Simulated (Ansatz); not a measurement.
Relaxed bulk Hf, space group P6_3/mmc (No. 194):

```
Hf
1.0
     3.20476    0.00000    0.00000
    -1.60238    2.77541    0.00000
     0.00000    0.00000    5.06758
Hf
2
Direct
  0.33333 0.66667 0.75000
  0.66667 0.33333 0.25000
```

Miller indices refer to the conventional cell of P6_3/mmc (No. 194), a = 3.205 Å, b = 3.205 Å, c = 5.068 Å, α = 90.00°, β = 90.00°, γ = 120.00°.

Consider the (101) slab of 10 planes, 11.8 Å thick with 15 Å of vacuum as cut; outer planes Hf (top) and Hf (bottom), all atoms relaxed.

Level of theory: DFT PBE, scalar-relativistic, plane waves, PAW in Ansatz 0.2.0. Cutoff 420 eV; k points 11×6×1 on the computed 10-atom cell (Γ-centred); Gaussian smearing, width 0.10 eV; no spin polarisation. The cell repeats along c with a dipole correction in the vacuum.

The slab's inner planes relax by over 3 % too, so it holds no bulk-like region.

Question: Estimate the surface energy (mean of both faces).

Answer: 2.29 J/m².

Question: Estimate the work function.

Answer: 3.44 eV.

Question: The top two planes lie 2.029 Å apart in the bulk. How does relaxation change this?

Answer: The spacing becomes 1.471 Å (-27.5 %).

With no bulk-like middle, the error of these values can't be bounded. The cut goes through the narrower spacing between planes, so this is the dearer termination of the plane, not the stable one.

Spin-orbit coupling is left out, which matters for the bands of heavy elements.

γ = (E_slab − N·E_bulk)/2A = 5.286 eV / (2 × 18.52 Å²) = 142.7 meV/Å² = 2.29 J/m², with N = 10 atoms. The cut crosses 9 bonds a cell (neighbours within 10 % of the shortest distances), so each costs 0.59 eV on this count. The top spacing shrinks by 27.5 %, as is usual at a metal's surface, where atoms that lost neighbours bind closer to those left; the next one widens by 91.9 %, so the relaxation alternates in sign.

The contraction from 2.029 to 1.471 Å has the sign expected for a metal surface, but it is far larger than is typical of close-packed faces. The outer atoms sit on an open termination, and losing many neighbours lets them sink towards the plane below, regaining electron density and d-bonding. The 91.9 % expansion beneath looks more dramatic than it is, because it refers to the narrow spacing of the alternating stack; in absolute length it is smaller than the contraction above it. Together the two shifts make the outer spacings more even.

The 0.59 eV per cut bond is an average that includes this relaxation, not the strength of an isolated Hf–Hf bond, since metallic bonds strengthen as coordination falls. The work function of 3.44 eV lies below the values usually measured for polycrystalline hafnium. The open termination is a probable cause: electrons smoothing over a corrugated surface weaken the outward dipole barrier. The result therefore describes this particular cut and shouldn't be read as a general work function of hafnium.
